## The device and the premises

A junctionless transistor is a uniformly doped resistor with a gate around it. Source, channel and drain have one doping type, so the gate turns the device off only by depleting the whole body. We treat an n-type film of thickness $t$ between two tied, identical gates, and an n-type wire of radius $R$ with a gate all around.

1. **Long channel.** The potential varies far more slowly along the channel ($y$) than across it, so Poisson's equation is solved across the body.
2. **Uniform, fully ionised donors** of density $N_d$, smeared into a continuous charge, in a body of permittivity $\varepsilon$.
3. **Classical Boltzmann carriers**, with band-edge densities of states $N_c$, $N_v$ and gap $E_g$.
4. **Ideal gate stack.** The oxide (permittivity $\varepsilon_{ox}$, thickness $t_{ox}$) holds no charge and the gate screens like a metal.

Conventions: $q>0$ is the elementary charge and $\phi_t=k_BT/q$. Voltages refer to the source. The electrostatic potential $\phi$ is zero where the body is neutral and in equilibrium with the source, so depletion means $\phi<0$ and bands bent upward by $q|\phi|$. With electron and hole quasi-Fermi potentials $V$ and $V_p$,

$$n=N_d\,e^{(\phi-V)/\phi_t},\qquad p=N_d\,e^{(V_p-\phi-2\phi_F)/\phi_t},\tag{1}$$

$$2\phi_F=2\phi_t\ln\frac{N_d}{n_i}=\frac{E_g}{q}-\phi_t\ln\frac{N_cN_v}{N_d^2},\tag{2}$$

where $n_i^2=N_cN_v\,e^{-E_g/k_BT}$ makes $np=n_i^2$ at $V=V_p$. The Debye length is $L_D=\sqrt{\varepsilon\phi_t/(qN_d)}$.

## The gate equation

The flat-band voltage $V_{fb}$ is the gate voltage at which the body is neutral throughout, and $qV_{fb}$ is the gate work function minus that of the neutral body. The body's Fermi level lies $k_BT\ln(N_c/N_d)$ below its conduction edge. A p$^+$ silicon gate has its Fermi level close to the valence edge, $E_g$ below the conduction edge. The electron affinity cancels, and

$$V_{fb}=\frac{E_g}{q}-\phi_t\ln\frac{N_c}{N_d}.\tag{3}$$

On the scale of $\phi$ the gate sits at $V_g-V_{fb}$. Let $Q$ be the body charge per unit area of silicon surface that one gate balances. For net donor charge $Q>0$, the field points from body to gate and the potential falls by $Q/C_{ox}$ across the oxide. With surface potential $\phi_s$,

$$V_g-V_{fb}=\phi_s-\frac{Q}{C_{ox}}.\tag{4}$$

For the film $C_{ox}=\varepsilon_{ox}/t_{ox}$. For the wire the charge per length $2\pi RQ$ gives an oxide field $RQ/(\varepsilon_{ox}r)$. Integration from $R$ to $R+t_{ox}$ gives a drop $QR\ln(1+t_{ox}/R)/\varepsilon_{ox}$, hence

$$C_{ox}^{\rm wire}=\frac{\varepsilon_{ox}}{R\ln(1+t_{ox}/R)},\tag{5}$$

per unit area of silicon surface.

## Pinch-off in the depletion approximation

Take $V=0$ and no holes. The depletion approximation sets the charge density to $qN_d$ in a layer under each gate and to zero in a neutral core.

**Film.** Let $x$ run from the mid-plane, with core edges at $\pm x_0$ and depletion width $W=t/2-x_0$. For $x>x_0$, $\phi''=-qN_d/\varepsilon$. The core carries no field, so $\phi'(x_0)=\phi(x_0)=0$. Two integrations give $\phi=-qN_d(x-x_0)^2/2\varepsilon$, so $\phi_s=-qN_dW^2/2\varepsilon$, and $Q=qN_dW$. Equation (4) becomes

$$V_g=V_{fb}-\frac{qN_dW}{C_{ox}}-\frac{qN_dW^2}{2\varepsilon}.$$

The core vanishes at $W=t/2$, which defines the pinch-off threshold,

$$V_t=V_{fb}-\underbrace{\frac{qN_dt}{2C_{ox}}}_{V_{ox}}-\underbrace{\frac{qN_dt^2}{8\varepsilon}}_{V_b}.\tag{6}$$

**Wire.** For a core of radius $r_0$, Gauss's law on a cylinder of radius $r$ gives the radial field $qN_d(r^2-r_0^2)/(2\varepsilon r)$. Its integral from $r_0$ to $R$ is $-\phi_s$:

$$\phi_s=-\frac{qN_d}{4\varepsilon}\Big[R^2-r_0^2-2r_0^2\ln\frac{R}{r_0}\Big],\qquad Q=\frac{qN_d(R^2-r_0^2)}{2R}.$$

As $r_0\to0$, $r_0^2\ln r_0\to0$, and

$$V_t=V_{fb}-\frac{qN_dR}{2C_{ox}^{\rm wire}}-\frac{qN_dR^2}{4\varepsilon}.\tag{7}$$

The two subtracted terms are again the oxide term $V_{ox}$ and the body term $V_b$, the drop from centre to surface of the fully depleted body. For $2R=t$ the wire has half the charge per surface area and half the body term of the film.

At a point with electron quasi-Fermi potential $V$, the neutral core sits at $\phi=V$ by (1). Everything above shifts by $V$, and the core closes at $V_g-V=V_t$. The drain end therefore pinches off at $V_d=V_g-V_t$.

## What the threshold means once electrons are kept

The edge of a depletion layer is smeared over a few $L_D$, which need not be small against $t/2$. An exact relation shows what survives. Keep $n(x)$ in the film, $\phi''=-q(N_d-n)/\varepsilon$, with $\phi'(0)=0$ by symmetry and $\phi(0)=\phi_0$. Integrate twice and exchange the order of integration in the electron term:

$$\phi_s=\phi_0-V_b+\frac{q}{\varepsilon}\int_0^{t/2}\Big(\frac t2-x\Big)n\,dx .$$

With the electron sheet density $N=\int_{-t/2}^{t/2}n\,dx$, $Q=q(N_dt-N)/2$. Substituting both in (4) and using (6),

$$V_g-V_t=\phi_0+\frac{qN}{2C_{ox}}+\frac{q}{\varepsilon}\int_0^{t/2}\Big(\frac t2-x\Big)n\,dx .\tag{8}$$

Well below $V_t$ the electron terms vanish exponentially and $\phi_0=V_g-V_t$. The body charge is then fixed, so the whole potential profile moves rigidly with the gate. The profile is $\phi=\phi_0-\phi_t x^2/2L_D^2$, the electrons form a Gaussian at the centre, and

$$N=N_0\,e^{(V_g-V_t-V)/\phi_t},\qquad N_0=\sqrt{2\pi}\,L_DN_d\,\mathrm{erf}\Big(\frac{t}{2\sqrt2L_D}\Big).\tag{9}$$

In the wire $\phi=\phi_0-\phi_t r^2/4L_D^2$ and the line-density prefactor is $4\pi L_D^2N_d(1-e^{-R^2/4L_D^2})$. The current magnitude $I=q\mu ZN\,dV/dy$ (width $Z$, constant mobility $\mu$) is the same at every $y$, so integration over the length $L$ yields

$$I=q\mu\frac ZL\,\phi_tN_0\,e^{(V_g-V_t)/\phi_t}\big(1-e^{-V_d/\phi_t}\big).\tag{10}$$

The swing is $\phi_t\ln10$ per decade. $V_t$ is thus the voltage at which the subthreshold exponential, extrapolated upward, reaches $N_0$. This meaning does not rely on an abrupt depletion edge.

At $V_g=V_t$ itself the centre is not neutral. Put $u_0=\phi_0/\phi_t$ and $b=V_b/\phi_t=t^2/8L_D^2$, and insert the Gaussian $n=N_de^{u_0}e^{-x^2/2L_D^2}$ in (8) at $V=0$. The half-film integral of $n$ is $N_0e^{u_0}/2$ and that of $xn$ is $N_dL_D^2(1-e^{-b})e^{u_0}$, so to first order in $e^{u_0}$

$$V_g-V_t=\phi_tu_0+V^*e^{u_0},\qquad V^*=\frac{qN_0}{2C_{ox}}+\frac{qN_0t}{4\varepsilon}-\phi_t(1-e^{-b}).\tag{11}$$

At $V_g=V_t$ the root is $u_0=-\mathcal W(V^*/\phi_t)$, with $\mathcal W$ the Lambert function.

## The turn-off limit set by holes

Rigid motion of the profile lasts only while the body charge is fixed. The surface is the most negative point of the body, so holes gather there first, if a source of them exists: thermal generation given enough time, light, band-to-band tunnelling near the drain, or a p$^+$ body contact. Take first holes in equilibrium with the source, $V_p=0$. By (1), $p_s=N_d$ at

$$\phi_s=-2\phi_F .\tag{12}$$

Beyond this point further negative gate charge is balanced mainly by holes, whose density grows by a factor $e$ per $\phi_t$, and $\phi_s$ nearly stops.

**Onset criterion.** Pinch-off needs $\phi_s=-V_b$. It comes before (12) only if

$$V_b<2\phi_F:\qquad t<t_{\max}=\sqrt{\frac{16\,\varepsilon\phi_F}{qN_d}},\qquad R<R_{\max}=\sqrt{\frac{8\,\varepsilon\phi_F}{qN_d}}.\tag{13}$$

Here $t_{\max}=2W_{\max}$, with $W_{\max}=\sqrt{4\varepsilon\phi_F/qN_d}$ the maximum depletion width of a bulk MOS capacitor. A thicker film keeps a neutral core of about $t-2W_{\max}$ at any gate voltage. The oxide term does not enter, so neither the work function nor $t_{ox}$ relaxes (13).

Condition (13) only lets the core close. In a fully depleted body $\phi_0=\phi_s+V_b$, so at hole onset

$$-\phi_0=2\phi_F-V_b,\qquad V_{g,\rm inv}=V_{fb}-2\phi_F-V_{ox},\tag{14}$$

and the exponential regime spans the window $V_t-V_{g,\rm inv}=2\phi_F-V_b$. Suppressing $N$ by $m$ decades below $N_0$ before holes arrive requires

$$V_b<2\phi_F-m\,\phi_t\ln10 .\tag{15}$$

If holes accumulate in a floating body, $V_p>0$, and (1) shows that $2\phi_F$ is replaced by $2\phi_F-V_p$ in (12) to (15). If no holes arrive on the time scale of the sweep, the body enters deep depletion and this limit is absent.

**The floor on $\phi_0$.** How far past (14) can the gate push the centre? With $u=\phi/\phi_t$, $u_F=\phi_F/\phi_t$ and both carriers in equilibrium, the film obeys $L_D^2u''=e^u-1-e^{-u-2u_F}$. Multiply by $u'$ and integrate from the centre, where $u'=0$:

$$\tfrac12L_D^2u'^2=e^u-e^{u_0}-(u-u_0)+e^{-2u_F}\big(e^{-u}-e^{-u_0}\big).$$

In the off state drop the electron terms. Let $w=u_0-u\ge0$, and let $p_0=e^{-u_0-2u_F}$ be the centre hole density in units of $N_d$. Separation of variables over the half film gives

$$\frac{t}{2L_D}=\int_0^{w_s}\frac{dw}{\sqrt{2\,[\,w+p_0(e^w-1)\,]}} .\tag{16}$$

The integral converges as $w_s\to\infty$. Even an arbitrarily negative gate therefore leaves $p_0$ finite, and $\phi_0$ has a floor. For $p_0\ll1$ define $w^*\gg1$ by $p_0e^{w^*}=w^*$. Below $w^*$ the donor term dominates and contributes $\sqrt{2w^*}$. Near $w^*$ put $w=w^*+s$ and replace the slowly varying $w$ by $w^*$, which leaves the correction $J/\sqrt{2w^*}$ with

$$J=\int_{-\infty}^{\infty}\Big[\frac1{\sqrt{1+e^s}}-\theta(-s)\Big]ds ,$$

$\theta$ being the unit step. The substitution $\eta=\sqrt{1+e^s}$ turns the first term, taken from $s_0$ to infinity, into $\ln[(\eta_0+1)/(\eta_0-1)]$, which tends to $\ln4-s_0$ as $s_0\to-\infty$. The step removes $-s_0$, so $J=\ln4$. Squaring (16) and halving gives $b=w^*+\ln4+O(1/w^*)$. Since $-u_0=2u_F+\ln p_0$ and $\ln p_0=\ln w^*-w^*$,

$$-\phi_0^{\rm floor}\simeq2\phi_F-V_b+\phi_t\ln(4w^*),\qquad w^*=b-\ln4 .\tag{17}$$

Classical Boltzmann holes let the centre gain only a few $\phi_t$ beyond (14).

**The p$^+$ gate.** From (2) and (3), $V_{fb}-2\phi_F=\phi_t\ln(N_v/N_d)$, so $V_{g,\rm inv}=\phi_t\ln(N_v/N_d)-V_{ox}$. Whenever $V_{ox}$ exceeds this small logarithm, $V_{g,\rm inv}<0$, and $V_t>0$ implies $V_b<V_{fb}-V_{ox}<2\phi_F$. A normally-off design then satisfies (13) automatically, and equilibrium holes matter only at negative gate voltage.

## Range of validity

The sizes below are for the device of the next section.

- **Channel length.** Restore the $y$ term as $-\partial_x^2\phi=qN_d/\varepsilon+\phi_0''(y)$, taken uniform across the film, with no lateral field in the oxide. Repeating the steps to (8) without electrons gives $\phi_0-\lambda^2\phi_0''=V_g-V_t$ with $\lambda^2=\varepsilon t/2C_{ox}+t^2/8$. For $\phi_0=0$ at both ends the mid-channel value is $(V_g-V_t)[1-1/\cosh(L/2\lambda)]$. Here $\lambda=6.5$ nm, and $L=10\lambda$ loses 1.3 per cent of the barrier.
- **Electron degeneracy.** Below threshold electrons are dilute and (1) with (3) holds. At true flat band, Fermi–Dirac statistics raise the Fermi level by 3 meV.
- **Electron quantisation.** The parabolic well has $\hbar\omega=\hbar\sqrt{q^2N_d/\varepsilon m}$. A quantum oscillator holds $(z/2)/\sinh(z/2)$ of the classical population, $z=\hbar\omega/k_BT$. For a (100) film with approximate masses $0.92\,m_0$ (two valleys) and $0.19\,m_0$ (four valleys), $\hbar\omega$ is 36 and 79 meV, the factors are 0.92 and 0.70, and their weighted mean of 0.77 raises the apparent threshold by 7 mV. The oxide walls add to this and dominate in much thinner films.
- **Gate depletion.** The gate charge is negative, so a p$^+$ gate is depleted. In the depletion approximation the drop is $Q^2/(2q\varepsilon N_a)=V_bN_d/N_a$, or 0.019 V for an assumed $N_a=10^{20}$ cm$^{-3}$, and it lowers $V_t$.
- **Fixed charge.** A positive interface charge of $10^{11}\,q$ cm$^{-2}$ lowers $V_t$ by 9 mV. Interface traps also degrade the swing.
- **Heavy-doping band shifts.** Gap narrowing in neutral silicon at and above this doping is typically 0.05 to 0.1 eV, and the gate Fermi level is not exactly at the valence edge. $V_{fb}$ and $2\phi_F$ are uncertain by an amount of that order.
- **Hole statistics and quantisation.** At $w^*$ the hole density is $w^*N_d$, which exceeds $N_v$, so Boltzmann statistics overcount holes in (17). Confinement matters more. At $t_{\max}$ the surface field $\mathcal E=qN_dt/2\varepsilon$ is 1.8 MV/cm, and a triangular well has its lowest level at $2.338\,(\hbar^2q^2\mathcal E^2/2m)^{1/3}$ (first Airy zero), which is 0.38 eV for an approximate mass of $0.3\,m_0$. This rough figure exceeds the logarithm of (17), 0.13 V at that thickness. Added to $2\phi_F$ it would raise $t_{\max}$ by about 16 per cent. Both effects delay the holes, so (13) is a conservative bound good to two figures at best.
- **Tunnelling and discreteness.** Band-to-band tunnelling under drain bias supplies holes, raises $V_p$ and adds leakage, which works against the previous item. Smeared doping fails when the channel holds only tens of donors.

## Numerical illustration

Take silicon at 300 K with $t=10$ nm, $N_d=10^{19}$ cm$^{-3}$ and a p$^+$ silicon gate. The gap $E_g=1.12$ eV (Wing 2021) and the relative permittivity 11.7 (Ioffe Institute) are compiled values. Approximate inputs are $N_c=2.9\times10^{19}$ cm$^{-3}$, $N_v=3.1\times10^{19}$ cm$^{-3}$ and $\varepsilon_{ox}=3.9\,\varepsilon_0$ for SiO$_2$, and $t_{ox}=2$ nm is assumed. Then $\phi_t=25.85$ mV, the swing is 59.5 mV per decade, $L_D=1.29$ nm, $n_i=1.2\times10^{10}$ cm$^{-3}$, $V_{fb}=1.092$ V and $2\phi_F=1.063$ V. The third decimal only keeps the sums traceable.

| Quantity | Film, $t=10$ nm | Wire, $R=5$ nm |
|---|---|---|
| $C_{ox}$ ($\mu$F/cm$^2$) | 1.73 | 2.05 |
| $V_{ox}$ (V) | 0.464 | 0.195 |
| $V_b$ (V) | 0.193 | 0.097 |
| $V_t$ (V) | 0.435 | 0.801 |
| $V_{g,\rm inv}$ (V) | −0.435 | −0.166 |
| Window $2\phi_F-V_b$ (V) | 0.870 | 0.967 |
| $t_{\max}$ or $2R_{\max}$ (nm) | 23 | 33 |

That $V_t$ and $V_{g,\rm inv}$ of the film have equal size is an accident of the inputs.

**Around threshold.** For the film $b=7.48$ and $N_0=3.24\times10^{12}$ cm$^{-2}$, against $N_dt=1.0\times10^{13}$ cm$^{-2}$. Equation (11) gives $V^*=0.250$ V, or $9.66\,\phi_t$, so at $V_g=V_t$ one finds $u_0=-1.72$, a centre density of $0.18\,N_d$ and $N=0.58\times10^{12}$ cm$^{-2}$, about 6 per cent of the doping. The true curvature is nowhere less than $1-e^{u_0}$ times that of full depletion, so the Gaussian is too narrow by at most about 10 per cent. A constant-current criterion placed at $N=10^{10}$ cm$^{-2}$ lies, by (9), 0.15 V below $V_t$, at 0.29 V.

**Off state.** At $V_g=0$ the film is 7.3 decades below $N_0$, and the full window holds 14.6 decades. In (17), $w^*=6.09$ and $p_0=0.0138$, the logarithm adds 0.08 V, and the Boltzmann floor is $\phi_0=-0.95$ V. With this $p_0$ the integral in (16), taken to infinity, is 3.82 against the required $t/2L_D=3.87$. Lowering $\ln p_0$ by about 0.15 closes the gap and makes the floor 4 mV shallower.

**Thickness budget.** Equation (15) with $m=6$ allows 19 nm. The condition $V_t>0$, a quadratic in $t$ from (6), allows 14.6 nm. It reads $V_b<2\phi_F+\phi_t\ln(N_v/N_d)-V_{ox}$, so it is tighter than (15) when $V_{ox}$ at its limiting thickness exceeds $m\phi_t\ln10+\phi_t\ln(N_v/N_d)$. The two terms are 0.357 V and 0.029 V, together 0.39 V, and $V_{ox}=0.68$ V at 14.6 nm, so $V_t>0$ is the tighter condition for this oxide. A much thinner oxide can reverse the order. At 10 nm, $V_t$ falls by 85 mV per nm of added thickness and by 63 mV for 10 per cent more doping, with the shift of $V_{fb}$ included.

The corrections listed above amount to several tens of millivolts, so the model's pinch-off threshold is about 0.4 V for the film and about 0.8 V for the wire. These values belong to the model with its assumed 2 nm oxide. Thin n-channel junctionless devices with p$^+$ gates typically show positive thresholds of some tenths of a volt, set by design through $t$, $N_d$ and $t_{ox}$. A comparison with a given device needs its body dimension, its active doping and the definition by which its threshold was extracted.